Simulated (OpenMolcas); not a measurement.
# InF (SMILES [F][In]): methods side by side

InF: 2 atoms, total charge 0, spin state singlet. As SMILES, `[F][In]`. Geometry: relaxed at PBE0-D4/def2-TZVP.

```xyz
2

F     0.0000    0.0000    0.0159
In    0.0000    0.0000    2.0096
```

Quantity: the dipole moment, in D. The values are calculated.

| level | kind | program | value (D) | CPU time |
| --- | --- | --- | --- | --- |
| HF/def2-TZVPP (core potential) | Hartree–Fock | OpenMolcas | 3.28 | 5.6 s |
| SVWN5/def2-TZVPP (core potential) | LDA | OpenMolcas | 3.10 | 11 s |
| BLYP/def2-TZVPP (core potential) | GGA | OpenMolcas | 3.09 | 14 s |
| M06-L/def2-TZVPP (core potential) | meta-GGA | OpenMolcas | 3.07 | 18 s |
| TPSS/def2-TZVPP (core potential) | meta-GGA | OpenMolcas | 2.99 | 20 s |
| r2SCAN/def2-TZVPP (core potential) | meta-GGA | OpenMolcas | 3.04 | 16 s |
| B3LYP/def2-TZVPP (core potential) | global hybrid | OpenMolcas | 3.25 | 12 s |
| PBE0/def2-TZVPP (core potential) | global hybrid | OpenMolcas | 3.20 | 13 s |

The values span 2.99 to 3.28 D. Times are those of the runs behind each value, whatever else they computed, on shared processors of several kinds: orders of magnitude only.

All eight methods describe a strongly polar molecule, yet the dipole moment is far smaller than full unit charges at the two nuclei would give. Indium(I) keeps its 5s pair, which mixes with 5p and is pushed to the side away from fluorine. That lone pair, together with the polarisation of fluoride towards the metal, opposes the dipole from charge transfer, so a moderate moment doesn't imply a weakly ionic bond.

The three methods with exact exchange give the largest values, from 3.20 to 3.28 D, while the semilocal functionals stay at or below 3.10 D, probably because they let slightly too much fluoride charge spread back towards indium. The share of exact exchange doesn't settle the order alone: B3LYP contains less of it than PBE0 but gives the larger moment. Nor does climbing from LDA to meta-GGA raise the value. The narrow spread shows that the moment is not very sensitive to the functional, but without a correlated wavefunction or measured reference it doesn't show which value is most accurate.
